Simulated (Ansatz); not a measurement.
A series in smearing width on Ni

Results calculated with Ansatz 0.2.0, not measured. Plane-wave density functional theory, scalar-relativistic PAW datasets made under PBE, Gamma-centred meshes; one setting moves on a fixed relaxed cell, energies count from the zero-width extrapolation of the reference run, pressure is Pulay-corrected at fixed cutoff and positive in compression.

Structure of every row (space group Fm-3m, No. 225):
```
Ni
1.0
      0.0000     1.7381     1.7381
      1.7381     0.0000     1.7381
      1.7381     1.7381     0.0000
Ni
1
Direct
  0.00000 0.00000 0.00000
```

Settings of every row: spin polarised yes; functional r2SCAN; wave cutoff 500 eV; k mesh 15x15x15; smearing method gaussian; reference k mesh 15x15x15; reference smearing width 0.05 eV; reference wave cutoff 500 eV; reference smearing method fermi_dirac; swept setting smearing; valence electrons per atom 18.

Atom:
```csv
element,starting moment (Bohr magneton)
Ni,0.81
```

Limits: search for a lower magnetic state is off; settings are moved on purpose, so some rows are far from converged; with one magnetic atom in the cell only parallel moments are possible.

```csv
row,smearing width (eV),free energy error per atom (meV),largest site moment (Bohr magneton),zero smearing energy error per atom (meV),pressure (GPa)
1,0.01,0.03,0.79,0.08,0.07
2,0.03,-0.27,0.79,0.03,0.04
3,0.1,-2.86,0.78,-0.12,-0.04
4,0.2,-11.51,0.77,0.44,0.14
5,0.3,?,?,?,?
```

Question: what free energy error per atom should row 5 give?

Worked fit of free energy error per atom. Smearing changes a smooth quantity, to lowest order, with the square of the width, so take w² in eV². The shown rows have w² = 0.0001, 0.0009, 0.01, 0.04. Their means are 0.01275 and -3.652 meV; the sums about the means are S_tt = 0.001051 and S_ty = -0.303, whose ratio is the slope. Least squares give free energy error per atom = 0.024 − 288.38 × w² meV. The rows lie off it by 0.03, -0.03, 0.00, 0.00. The constant, 0.024 meV, estimates the value at zero width. The withheld row has w² = 0.09, so the fit gives 0.024 − 288.38 × (0.09) = -25.93 meV.

The calculation gave -26.7 meV. The fit lies 0.77 meV (2.9 % of the value, 2.9 % of the column's range) above it; its largest miss of a shown row is 0.03 meV. This row lies beyond the range of the fit.

The other values of row 5: largest site moment 0.78 Bohr magneton; zero smearing energy error per atom 0.83 meV; pressure 0.43 GPa.
